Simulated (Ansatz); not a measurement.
# A series in volume scale on BP

Free energy against uniform scaling of the volume at fixed shape and fractions; periodic cell, basis, potentials, k mesh and filling as listed. The results are calculated, by Ansatz 0.2.0.

The cell before it is scaled or strained (space group F-43m, No. 216):
```
BP
1.0
      0.0000     2.2690     2.2690
      2.2690     0.0000     2.2690
      2.2690     2.2690     0.0000
B P
1 1
Direct
  0.00000 0.00000 0.00000
  0.25000 0.25000 0.25000
```

Settings of every row: functional LDA; dispersion none; potentials all-electron LAPW; k mesh 8x8x8; k shift 0x0x0; occupations fixed; smearing width 0 eV; spin none.

| row | volume scale | V (Å³/atom) | energy above lowest point (meV/atom) |
| --- | --- | --- | --- |
| 1 | 0.94 | 10.981 | 5.8 |
| 2 | 0.97 | 11.331 | 0 |
| 3 | 1 | 11.682 | 6.1 |
| 4 | 1.03 | 12.032 | ? |
| 5 | 1.06 | 12.383 | 47.5 |

Question: what energy above lowest point should row 4 give?

Worked fit of energy above lowest point. Take u = (V_r/V)^(2/3) − 1 with V_r = 11.506 Å³ an atom, which is twice the finite (Eulerian) strain; such expansions in the strain, on which the Birch-Murnaghan equation of state is built, carry the rest volume and the bulk modulus. The shown rows have u = 0.03162, 0.01027, -0.01007, -0.04779. Least squares give energy above lowest point = 1.66 − 303.1 × u + 13729 × u² meV/atom; a straight line predicts inner rows, each left out in turn, worse (root mean square 14 against 0.01 meV/atom). All shown rows lie on it to the printed digit. Its lowest point lies at u = 0.0110, or V = 11.32 Å³ an atom, and the curvature there gives the bulk modulus at fixed shape and fractions, B = (4/9)(1 + u)² E″(u)/V = 177 GPa. The withheld row has u = -0.02936, so the fit gives 1.66 − 303.1 × (-0.02936) + 13729 × (-0.02936)² = 22.4 meV/atom.

The calculation gave 22.4 meV/atom. The fit meets it to the printed digit.
